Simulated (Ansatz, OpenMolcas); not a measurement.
**CF3 (trifluoromethyl radical): methods side by side**

The species is CF3 (4 atoms), meant as a doublet with charge 0. SMILES: `F[C](F)F`. The shape is that of a PBE0-D4/def2-TZVP optimisation.

```xyz
4

F    -1.2275    0.0249    0.2654
C    -0.0395   -0.0595   -0.2867
F     0.6589   -1.0449    0.2273
F     0.6081    1.0795   -0.2059
```

Quantity: the energy change with the F1–C2 bond stretched from 1.313 to 1.510 Å, in eV. The values are calculated.

```json
{"level": "UHF/def2-SVPD", "kind": "Hartree–Fock", "program": "Ansatz", "value (eV)": "0.79"}
{"level": "USVWN5/def2-SVPD", "kind": "LDA", "program": "OpenMolcas", "value (eV)": "0.52"}
{"level": "U-revPBE/def2-SVPD", "kind": "GGA", "program": "OpenMolcas", "value (eV)": "0.30"}
{"level": "UTPSS/def2-SVPD", "kind": "meta-GGA", "program": "OpenMolcas", "value (eV)": "0.35"}
{"level": "UB3LYP/def2-SVPD", "kind": "global hybrid", "program": "OpenMolcas", "value (eV)": "0.46"}
{"level": "U-wB97X/def2-SVPD", "kind": "range-separated hybrid", "program": "Ansatz", "value (eV)": "0.51"}
{"level": "UPBE-QIDH/def2-SVPD", "kind": "double hybrid", "program": "Ansatz", "value (eV)": "0.61"}
{"level": "RPA@PBE/def2-SVPD", "kind": "RPA", "program": "Ansatz", "value (eV)": "0.35"}
{"level": "UMP2/def2-SVPD", "kind": "perturbation theory", "program": "Ansatz", "value (eV)": "0.47"}
```

The first shape isn't each level's own minimum. The values span 0.30 to 0.79 eV.

Every method makes the C–F stretch uphill, as expected for a strong, polar σ bond reinforced by some fluorine lone-pair donation towards carbon. The cost is greatest in Hartree–Fock, at 0.79 eV. Without correlation, the wavefunction lacks the σ→σ* excitations that soften a bond as it lengthens; MP2 brings them in and lowers the cost to 0.47 eV.

Among the density functionals, revPBE and TPSS give the softest response, and the hybrids lie higher, with the double hybrid at the top. LDA breaks any simple ordering by exact exchange: it has none, yet its 0.52 eV slightly exceeds the range-separated hybrid's value. Part of the spread probably reflects where each method places its equilibrium bond length, since a preference for a longer bond makes the same stretch cheaper.

The differences therefore can't be read directly as differences in force constant. Nor do they rank the methods for C–F dissociation, where the bond's electrons must separate onto the fragments and static correlation becomes far more important.
